**Q:** I have a scan of rocksalt TaN in which the cell is flattened or stretched along one axis while its volume stays fixed. Two results are hidden. Could the flattened crystal fall into a second minimum there?

Rocksalt TaN (cubic a = 4.358 Å, not relaxed at this level) is strained tetragonally along [001] at fixed volume and fractional coordinates. Ansatz 0.2.0 ran scalar-relativistic plane-wave PAW LDA without spin polarisation, at 420 eV cutoff, 20×20×20 k mesh and 0.15 eV Gaussian smearing. Free energies are relative to the cubic cell; pressure is positive in compression.

```tsv
axial ratio (over its starting value)	energy change (meV/atom)	pressure (GPa)
0.65	?	?
0.707	?	?
0.78	1091.3	60.09
0.85	430.8	23.64
0.92	108.5	4.06
1	0.0	-2.49
1.1	101.5	5.54
1.2	304.8	23.91
1.3	578.6	47.87
1.414	983.2	80.04
```

**A:** Start with the shape of the cell. The axial ratio is the length along the axis over the length across it, relative to the cubic start. Each Ta atom has six N neighbours at 2.18 Å in the cubic cell. Flattening shortens the two bonds along the axis and lengthens the four across it, so the strained cells are tetragonal.

**Q:** I asked about a second minimum because of 0.707. At that ratio the Ta atoms alone form a body-centred cubic lattice.

**A:** In an elemental metal that would matter. The three cube directions would become equivalent again, and the energy would have to be stationary at 0.707, as it is at 1. Here nitrogen spoils the equivalence: each N atom has two Ta neighbours at 1.73 Å and four at 2.45 Å, so the axis remains special. Symmetry therefore doesn't require a minimum, a maximum or a shelf at 0.707, and we have to ask what the bonds do.

**Q:** In the known rows the energy rises both ways from the cubic cell, but not equally. Ratio 0.85 costs 431 meV/atom and 1.2 only 305, although 0.85 is the smaller change on a logarithmic scale.

**A:** Count the bonds. Flattening puts a large shortening on two bonds, while stretching spreads a smaller shortening over four. If a bond grows stiffer on that logarithmic scale as it shortens, the concentrated squeeze costs more. That is the likely cause of the asymmetry, though the table gives only totals and can't separate bonds from bands or electrostatics.

**Q:** Then why does the pressure rise both ways as well, if the volume never changes?

**A:** Suppose first that each bond's energy were a parabola in the logarithm of its length, so that its stiffness on that scale never changed. The extra push of the shortened bonds would then cancel the extra pull of the lengthened ones, and the pressure would stay put. With bonds that stiffen on shortening by this measure, the push wins whichever way the cell is deformed. The same stiffening should thus produce both the lopsided energy and the pressure rise.

**Q:** Can that be made into a test?

**A:** Yes, with little algebra. Let $x$ be the natural logarithm of the axial ratio. At fixed volume, two bonds change their logarithmic length by $2x/3$ and four by $-x/3$. Give each bond the same smooth energy function, add up the six, and the linear terms cancel. To fourth order in $x$, the energy change per atom is then

$$E = a x^2 + b x^3 + c x^4 .$$

A small change of volume alters the logarithmic length of every bond equally. Differentiating the same bond energies gives the pressure change from the cubic cell,

$$\Delta P = -\frac{9b\,x^2 + 4c\,x^3}{3V},$$

where $V$ is the volume per atom. Energies at a single volume don't normally determine a pressure, so this link is a real test of the bond picture.

**Q:** And does it pass?

**A:** I fitted $a$, $b$ and $c$ to the eight known energies and took only the pressure zero, −2.49 GPa, from the cubic row. The pressures of the seven known strained cells then come out with a root-mean-square error of 1.4 GPa, on a scale that reaches 80 GPa. The stresses from the same runs agree. At 0.85 the short bonds lie along the axis, at 1.96 Å, and at 1.414 they lie across it, at 1.94 Å. The cell pushes outward along the short bonds about equally hard in both cases, and a little harder where they are a little shorter. This supports the bond picture without proving it, since Ta–Ta distances and the metal's bands change too. In relative terms the energy fit looks weakest near the cubic cell: at 0.92 it lies 13 % below the computed value. That is only 14 meV/atom, less than the miss at 0.85, and it looks large because the energy itself is small.

**Q:** Please work out 0.707 in full.

**A:** That row wasn't part of the fit. The constants are $a = 11.87$, $b = -18.39$ and $c = 22.10$ eV/atom, and $x = -0.347$. The three energy terms are

$$E \approx 1.43 + 0.77 + 0.32 \approx 2.5\ \text{eV/atom}.$$

For the pressure, with $V = 10.35$ Å³,

$$\Delta P \approx \frac{19.9 + 3.7}{3 \times 10.35} \approx 0.76\ \text{eV/Å}^3 \approx 122\ \text{GPa}.$$

Adding the −2.49 GPa of the cubic cell gives about 120 GPa. Don't read a physical meaning into each constant, because they can trade against one another in the fit.

**Q:** So what do you forecast?

**A:** The energy keeps rising through 0.707 to 0.65, with no second minimum and no shelf. I take the model's own values: roughly 2.5 ± 0.3 eV/atom at 0.707 and 4.4 ± 0.8 eV/atom at 0.65. The pressure also keeps rising, to roughly 120 ± 15 GPa and then 190 ± 30 GPa.

**Q:** Are those statistical error bars?

**A:** No, they are judgements about extrapolation. The known flattened rows stop at 0.78, and the bonds get much shorter beyond it. Overlap of the atomic cores could push the values above the forecast, and a rearrangement of the bands could pull them below it.

**Q:** Then let us see the hidden rows.

The withheld rows as computed:

```tsv
axial ratio (over its starting value)	energy change (meV/atom)	pressure (GPa)
0.65	4049.6	168.25
0.707	2399.3	119.81
```

**A:** The energy does keep rising, to 2.40 and then 4.05 eV/atom. Measured against the logarithm of the ratio, it even climbs more steeply in the last interval than in the one before, so there is no sign of a shelf. The scan has only these two points beyond 0.78, but neither is a second minimum. At both, the cell pushes far harder along the axis than across it, so the energy still falls towards the cubic shape.

**Q:** How good were the numbers?

**A:** All four fall within their error bars, but they aren't equally good. Before rounding, the model's energies are too high by 5 % of the computed value at 0.707 and by 9 % at 0.65. Its unrounded pressure at 0.65 is 24 GPa too high, which uses most of the error bar.

**Q:** At 0.707 the pressure is right to within 1 GPa. Isn't that the best evidence for the model?

**A:** I wouldn't lean on it. The model's pressure is about 3 GPa too low at 0.78 and 24 GPa too high at 0.65, so its curve crosses the computed one somewhere between, and 0.707 happens to lie close to the crossing. The better evidence is the agreement over the known strained rows, on both sides of the cubic cell.

**Q:** Why does the model overshoot at 0.65?

**A:** The axial bonds are down to 1.64 Å there, well outside the range that fixed the model on the flattened side. From 0.707 to 0.65 the computed pressure rises by 48 GPa, whereas the model wanted 73. The computed crystal thus resists the last squeeze less than the extrapolated bonds do. The stress along the axis shows where the model fails. It still climbs from 0.707 to 0.65, but by less for the same logarithmic shortening than it did from 0.78 to 0.707. The axial stiffening on which the model relies has stopped. Rearranged bands could act in that direction. So could the higher terms that the series leaves out, or errors of the atomic datasets at such short bonds. The stress across the axis adds a clue. At 0.65 the cell hardly pulls in that direction, with Ta–N bonds of 2.52 Å. The stretched cells at 1.2 and 1.3 pull along their axis at 21 and 14 GPa, with bonds of 2.46 and 2.60 Å. Bond length alone therefore no longer fixes the stress, and a longer series couldn't fully mend the model. How much each cause adds to the overshoot remains open.

**Q:** Would a harder repulsive wall have been a safer assumption?

**A:** It would have been a worse one here. I also gave each bond a single inverse power of its length, fitted to the same eight energies. That law predicts 3.1 eV/atom at 0.707 and 7.0 at 0.65, far above the computed values and outside my error bars. Leaving out the known rows one at a time hadn't shown which model would extrapolate better, since the typical errors were similar. My error bars therefore belonged to the chosen model and didn't cover the choice itself. The printed output below sets both fits beside the computed values.

**Q:** Can I trust the computed values themselves at such short distances?

**A:** With less confidence than near the cubic cell. The runs themselves converged without a warning. But the makers of the data, going by their tests on other systems, caution that atoms come far too close at some points of the scan. They don't say which points, and the shortest bonds are the obvious suspects. The LDA calculation also used atomic datasets made for another functional, PBE. The reveal tests my extrapolation against this calculation, and an error in the calculation at short range would enter the comparison too.

**Q:** So is 4 eV/atom the energy needed to flatten a real TaN crystal that far?

**A:** No. A crystal under load can change its volume, and its atoms can shift in ways this scan forbids. At 168 GPa the flattened cell pushes strongly outward, so letting it expand would lower its energy. What carries over is the reasoning: find which bonds a deformation shortens, and how strongly, before judging its cost. When bonds stiffen on the logarithmic scale as they shorten, squeezing a few of them hard costs more than squeezing many of them gently, and the pressure at fixed volume rises either way.

Printed output of the fit:

```
fit of energy_change on 8 rows: coefficient of lx**2 11871 +/- 318, coefficient of lx**3 -18390 +/- 588, coefficient of lx**4 22101 +/- 4051; rms 11.2, worst 0.85 -22.9, leave-one-out rms 58.6
  rows outside the fit (model, value, miss): 0.65 4434, 4050, 385; 0.707 2513, 2399, 114
fit of energy_change on 8 rows: coefficient of 2*axial_ratio**(-2*s/3)+4*axial_ratio**(s/3)-6 79.66 +/- 2, s 13.4; rms 35.6, worst 0.85 -74.1, leave-one-out rms 52.1
  rows outside the fit (model, value, miss): 0.65 7043, 4050, 2993; 0.707 3117, 2399, 718
Bond series against calculation:
    row  axial bond Å  cross bond Å  model energy meV/atom  energy model less computed  model pressure GPa  computed pressure GPa  pressure model less computed
   0.65         1.635         2.515                   4434                       384.6               192.5                  168.2                         24.21
  0.707         1.729         2.446                   2513                       113.8               119.2                  119.8                       -0.6173
   0.78         1.846         2.367                   1099                       7.847               57.23                  60.09                        -2.862
   0.85         1.955           2.3                  407.9                      -22.89               22.02                  23.64                        -1.615
   0.92         2.061          2.24                  94.26                      -14.24               3.712                   4.06                        -0.348
    1.0         2.179         2.179                      0                           0               -2.49                  -2.49                             0
    1.1         2.322         2.111                  93.74                      -7.759               4.873                   5.54                        -0.667
    1.2         2.461         2.051                  307.6                       2.785               23.13                  23.91                       -0.7762
    1.3         2.595         1.997                  589.8                       11.17               48.06                  47.87                        0.1879
  1.414         2.745         1.941                  978.4                      -4.763               81.03                  80.04                        0.9946
error bars of the energy forecasts at 0.65 and 0.707 in meV/atom: 800, 300
error bars of the pressure forecasts at 0.65 and 0.707 in GPa: 30, 15
power law less bond series at 0.65 and 0.707 in meV/atom: 2608, 603.9
rms pressure miss on the seven known strained rows in GPa: 1.362
energy at 0.85 over energy at 1.2: 1.413
energy miss at 0.92 in percent of computed: -13.12
energy misses at 0.65 and 0.707 in percent of computed: 9.498, 4.743
pressure misses at 0.65 and 0.707 in percent of computed: 14.39, -0.5153
energy rise per unit fall of log ratio in meV/atom for 0.707 to 0.65 then 0.78 to 0.707 then 0.85 to 0.78: 19633, 13311, 7685
```
